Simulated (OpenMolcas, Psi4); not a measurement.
How basis sets differ on BSiH3OF2 (SMILES FB(F)O[SiH3])

BSiH3OF2 has 8 atoms, charge 0, and is taken as a singlet. As SMILES, `FB(F)O[SiH3]`. The coordinates come from a PBE0-D4/def2-TZVP relaxation.

```xyz
8

F     1.6446   -1.9362    1.0918
B     0.5857   -1.2617    0.6877
F    -0.6077   -1.7939    0.9224
O     0.7266   -0.0844    0.0648
Si   -0.3451    1.0149   -0.5682
H    -1.2346    1.5176    0.5061
H     0.4695    2.1165   -1.1249
H    -1.1469    0.3700   -1.6355
```

Each level gives the HOMO–LUMO gap (eV). The values are calculated.

```json
{"level": "HF/ANO-R0 (sfX2C)", "kind": "Hartree–Fock", "program": "OpenMolcas", "value (eV)": "15.51"}
{"level": "HF/STO-3G", "kind": "Hartree–Fock", "program": "OpenMolcas", "value (eV)": "20.10"}
{"level": "HF/3-21G", "kind": "Hartree–Fock", "program": "OpenMolcas", "value (eV)": "16.92"}
{"level": "HF/ANO-XS-VDZ (DKH2)", "kind": "Hartree–Fock", "program": "OpenMolcas", "value (eV)": "16.87"}
{"level": "HF/cc-pVDZ", "kind": "Hartree–Fock", "program": "Psi4", "value (eV)": "16.75"}
```

The values span 15.51 to 20.10 eV. A Hartree–Fock LUMO above zero doesn't converge with the basis: it sinks as sets grow more diffuse. Orbital gaps aren't excitation energies.

The three split-valence or double-zeta sets agree closely, at 16.75 to 16.92 eV, while the extremes come from the two minimal sets, STO-3G at 20.10 eV and ANO-R0 at 15.51 eV. The number of functions therefore doesn't order the gaps; the shape of the functions matters as much. STO-3G has compact, fixed valence functions, so its antibonding combinations are probably pushed too high. The ANO contractions draw on a much larger primitive set and have more realistic tails, which may lower the empty level. Scalar relativity is an unlikely cause of the spread, since silicon is the heaviest atom present.

A wide gap fits the bonding: the highest filled levels are probably oxygen and fluorine lone pairs, while π donation from these atoms raises the formally empty boron p orbital. The close agreement of the middle three values doesn't establish a basis-set limit, as none of those sets is rich in diffuse functions. Gaps alone also can't show how much of each shift comes from the occupied level and how much from the empty one.
